## Removing and adding an electron in AlGaN$_2$

The table follows the two highest filled levels (v1, v2) and the two lowest empty ones (c1, c2) of an ordered, zincblende-like AlGaN$_2$ crystal, which need not be the stable form, through six wave vectors. The Kohn–Sham level comes from r2SCAN. The quasiparticle level comes from G$_0$W$_0$ and stands for the energy of removing or adding an electron. Each kind of level is counted from its own valence top at Γ, the point (0, 0, 0).

r2SCAN Kohn–Sham and one-shot G0W0 levels of AlGaN2 (4-atom cell, space group P-4m2, relaxed with r2SCAN), from Ansatz 0.2.0 with plane-wave PAW and no spin polarisation. Wave cutoff 500 eV, screening cutoff 210 eV, 301 empty bands, k mesh 4×4×4. Each kind of level is counted from its own valence top; v1 is the top filled band, c1 the lowest empty one.

```tsv
band	a (fraction of the reciprocal vector)	b (fraction of the reciprocal vector)	c (fraction of the reciprocal vector)	kohn sham level (eV)	quasiparticle level (eV)	exchange less vxc (eV)	correlation (eV)	renormalisation
v2	0	0	0	0.000	0.000	-3.642	2.890	0.78600
v1	0	0	0	0.000	0.000	-3.642	2.890	0.78600
c1	0	0	0	3.364	4.537	4.464	-4.044	0.81900
c2	0	0	0	4.080	5.031	4.073	-3.876	0.83200
v2	0	0	0.25	-0.387	-0.424	-3.745	2.956	0.78500
v1	0	0	0.25	-0.387	-0.424	-3.745	2.956	0.78500
c1	0	0	0.25	4.454	5.515	4.401	-4.092	0.82400
c2	0	0	0.25	4.988	6.148	4.545	-4.138	0.81400
v2	0	0.25	0	-0.944	-1.010	-3.778	2.959	0.78400
v1	0	0.25	0	-0.143	-0.149	-3.668	2.909	0.78500
c1	0	0.25	0	5.280	6.465	4.707	-4.275	0.81500
c2	0	0.25	0	5.909	7.011	4.611	-4.262	0.81800
v2	0	0.25	0.25	-0.447	-0.467	-3.671	2.898	0.78500
v1	0	0.25	0.25	-0.389	-0.418	-3.727	2.946	0.78500
c1	0	0.25	0.25	5.653	6.902	4.974	-4.478	0.81200
c2	0	0.25	0.25	6.415	7.473	4.695	-4.391	0.82000
v2	0	-0.5	-0.5	-0.617	-0.643	-3.675	2.896	0.78500
v1	0	-0.5	-0.5	-0.554	-0.582	-3.650	2.870	0.78500
c1	0	-0.5	-0.5	5.833	7.060	5.121	-4.646	0.82400
c2	0	-0.5	-0.5	7.299	8.425	4.928	-4.555	0.82300
v2	0.25	0.25	-0.5	-0.972	-1.027	-3.818	3.011	0.78300
v1	0.25	0.25	-0.5	-0.646	-0.686	-3.767	2.974	0.78400
c1	0.25	0.25	-0.5	7.636	9.052	5.766	-5.102	0.79500
c2	0.25	0.25	-0.5	8.222	9.323	5.092	-4.744	0.80700
```

### 1. Which levels move, the filled or the empty ones?

In the two level columns only the empty ones seem to move: the gap at Γ grows from 3.36 to 4.54 eV, while the filled levels stay within 0.07 eV, each one below the top sinking by several per cent of its depth. This is partly an effect of the zero, which is tied to the valence top in both columns. The sum of "exchange less vxc" and "correlation" shows the hidden part. By that sum v1 at Γ sinks by 0.75 eV and c1 rises by 0.42 eV, so at these settings most of the opening comes from the filled side. Such separate shifts usually settle more slowly than the gap as bands are added.

### 2. Why do they move apart?

"Exchange less vxc" is the change when bare exchange replaces the r2SCAN exchange-correlation potential. Bare exchange attracts an orbital through the space it shares with the filled ones. In an infinite crystal each orbital spreads over all cells, so its repulsion of itself alone vanishes, and what counts is the whole filled set, including the orbitals of the same band at nearby wave vectors. An orbital that belongs to this set is bound strongly and an empty one much more weakly, whereas r2SCAN treats the two more alike. The replacement therefore lowers filled levels and raises empty ones, as the signs in this column show in every row.

### 3. Why is the gap not far larger?

In the limit without correlation, the exchange term would add 8.1 eV to the gap at Γ. Correlation takes back about 86 % of that, because the other electrons rearrange around an added electron or a hole and lower its energy. An ion in a polarisable liquid is a simpler case: the liquid stabilises a charge of either sign. The likeness explains the direction of the effect, but a point ion has no orbital shape and cannot tell one empty level from another.

### 4. Must the terms still be multiplied by the renormalisation?

The renormalisation is the factor that scales down a level's shift when correlation is taken at the old Kohn–Sham energy, because correlation itself changes with energy. Here the plain sums, each counted from that of the valence top, already reproduce the listed level changes in every row, as they should if correlation was taken at the new energy. Multiplying by the factor as well would count the change of correlation with energy twice and give a gap of 4.30 eV instead of 4.54 eV.

### 5. Can all empty levels be raised by the same amount?

If exchange and screening acted alike on all empty orbitals, one constant would do. This is the scissors shift,

$$E_{\mathrm{QP}} = E_{\mathrm{KS}} + \Delta,\qquad \Delta = 4.537-3.364 = 1.173\ \text{eV},$$

where $E_{\mathrm{KS}}$ and $E_{\mathrm{QP}}$ are the Kohn–Sham and quasiparticle levels and $\Delta$ is set by c1 at Γ alone. For c1 at (0.25, 0.25, −0.5), which had no part in setting it, the estimate is $7.636+1.173=8.809$ eV. The table has 9.052 eV, so the estimate is 0.24 eV too low.

Over the twelve empty levels, including the one that set the shift, the typical miss is 0.11 eV. A straight line in the Kohn–Sham energy, fitted to the same levels, is hardly better, as the output below shows. The two bands behave differently: the rise of c1 runs from 1.06 to 1.42 eV and is largest at its highest level, while c2 away from Γ stays between 1.06 and 1.16 eV. The shift serves for a rough picture of the bands, but not for the spacing of neighbouring levels: c1 and c2 at Γ are 0.72 eV apart in r2SCAN and only 0.49 eV in G$_0$W$_0$.

### 6. Why does the higher level at Γ rise less?

Compared with c1, c2 at Γ receives 0.39 eV less upward push from exchange, while correlation pulls it down by only 0.17 eV less. Across the empty levels, those with a larger exchange term tend to rise more, though with exceptions: c2 at (0, −0.5, −0.5) has a larger term than c1 at Γ yet rises by only 1.126 eV. That term is part of the rise, so this describes the pattern and does not prove its cause. The table gives no orbital shapes, but the cell points to what c2 is. With c/a = 1.41 it is a doubled zincblende cell, in which one X point of zincblende folds onto Γ and the other two onto M, (½, ½, 0). The r2SCAN levels pair up accordingly: a filled pair 2.40 eV below the valence top at Γ matches four levels 2.32 to 2.35 eV below it at M, and c2 at 4.08 eV matches an empty pair at 3.84 eV. So c2 at Γ derives from the X conduction state, a different kind of orbital from c1. Such a state is expected to lie more in the space between the atoms, where the r2SCAN potential being replaced is weaker, and so to be pushed up less. Away from Γ the labels c1 and c2 count energy order only, and the two kinds can mix or swap.

### 7. Could an empty level elsewhere become the lowest?

The r2SCAN levels of this calculation include an empty pair at M, (½, ½, 0), 0.47 eV above c1 at Γ. It would drop below c1 only if G$_0$W$_0$ raised it by less than 0.70 eV, and every empty level in the table rises by at least 0.95 eV. The calculation also reports its lowest empty quasiparticle level on the k mesh at Γ. M is a point of that mesh, so at these settings the pair stays above c1. The pair's own quasiparticle energy is not given, but as the folded partner of c2 at Γ it is expected to rise about as little, which would leave it only some 0.25 eV above c1.

### 8. Which digits of the gap can be trusted?

The third decimal helps in checking sums, but even the first is unsettled. Calculations of this kind typically fall 6 to 9 % short of the converged gap, which would mean roughly 0.3 to 0.45 eV here. The treatment of the filled Ga 3d shell may also make the calculated gap too small. Spacings between empty levels may suffer less, since they share part of the error, but no second run with more bands is given here to test this.

Output of the analysis:

```
gap at Gamma in r2SCAN, eV: 3.364
gap at Gamma in G0W0, eV: 4.537
opening of the gap, eV: 1.173
exchange part of the opening, eV: 8.106
correlation part of the opening, eV: -6.934
share of the exchange part taken back by correlation, percent: 85.54
net term of v1 at Gamma, eV: -0.752
net term of c1 at Gamma, eV: 0.42
gap if the net terms were wrongly multiplied by the renormalisation, eV: 4.299
largest movement of a valence level against the valence top, eV: 0.066
smallest rise of an empty level, eV: 0.951
largest rise of an empty level, eV: 1.416
distance from c1 to c2 at Gamma in r2SCAN, eV: 0.716
distance from c1 to c2 at Gamma in G0W0, eV: 0.494
exchange term of c2 less that of c1 at Gamma, eV: -0.391
correlation term of c2 less that of c1 at Gamma, eV: 0.168
exchange term of c1 at (1/4 1/4 -1/2) less that of c1 at Gamma, eV: 1.302
correlation term of c1 at (1/4 1/4 -1/2) less that of c1 at Gamma, eV: -1.058
rms miss of the rigid scissors shift set by the Gamma gap (12 empty levels), eV: 0.1138
rms miss of the best straight line in the r2SCAN energy (12 empty levels), eV: 0.105
correlation coefficient of the rise with the exchange term (12 empty levels): 0.8363
height of the M pair above c1 at Gamma in r2SCAN, eV: 0.4719
rise at which the M pair would meet c1 at Gamma in G0W0, eV: 0.7011
addition to the gap for a shortfall of 6 percent, eV: 0.2896
addition to the gap for a shortfall of 9 percent, eV: 0.4487
```
